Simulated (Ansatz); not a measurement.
**Strength of the N–Ga bond: C3H12GaN → C3H9N + GaH3**

Species: C3H12GaN `C[N+](C)(C)[GaH3-]`, singlet; C3H9N (trimethylamine) `CN(C)C`, singlet; GaH3 `[GaH3]`, singlet. 

Shapes, held fixed at every level: PBE0-D4/def2-TZVP. Programs: Ansatz 0.2.0. Electronic energies: no zero-point or thermal term.

| level | kind | ΔE (kJ/mol) |
| --- | --- | --- |
| HF/def2-SVP | Hartree–Fock | +88.7 |
| HF/def2-TZVPP | Hartree–Fock | +83.2 |
| r2SCAN-D4/def2-TZVPP | meta-GGA | +124.9 |
| B3LYP-D4/def2-TZVPP | global hybrid | +115.3 |
| wB97M-V/def2-TZVPP | range-separated hybrid | +119.7 |
| wB97X-V/def2-TZVPP | range-separated hybrid | +120.2 |
| MP2/def2-TZVPP | perturbation theory | +134.5 |

MP2/def2-TZVPP gives ΔE = +134.5 kJ/mol; the levels span +83.2 to +134.5. Both fragments are taken as closed shells, so no electrons are unpaired. The median of the levels is +119.7. No measured value is set beside it here. Relativity is left out for Ga. Outer-core shells of Ga are correlated, in sets that cover them unevenly. MP2/def2-TZVPP lies outside the range of all other levels here, so it shouldn't be taken on trust.

Every level finds the adduct bound relative to trimethylamine and monomeric gallane. The bond is dative: the nitrogen lone pair donates into the vacant, largely 4p acceptor orbital of gallium, and cleavage returns the pair to the amine. Because this heterolytic route leaves two closed-shell fragments, Hartree–Fock avoids the gross failure it shows for homolytic cleavage, yet it still gives the weakest binding, +83.2 kJ/mol in the larger basis. The missing part is probably dynamic correlation, both in the donor–acceptor region and as dispersion between the methyl groups and the GaH3 unit; the totals can't separate the two. The density functionals agree on a substantially stronger bond, between +115.3 and +124.9 kJ/mol, which supports a robust dative interaction but doesn't settle its exact strength. Basis-set superposition may contribute to the larger MP2 value. Nor is the reaction energy a measure of the adduct's resistance to decomposition in practice, since free gallane associates through hydride bridges and can lose hydrogen to form gallium metal.
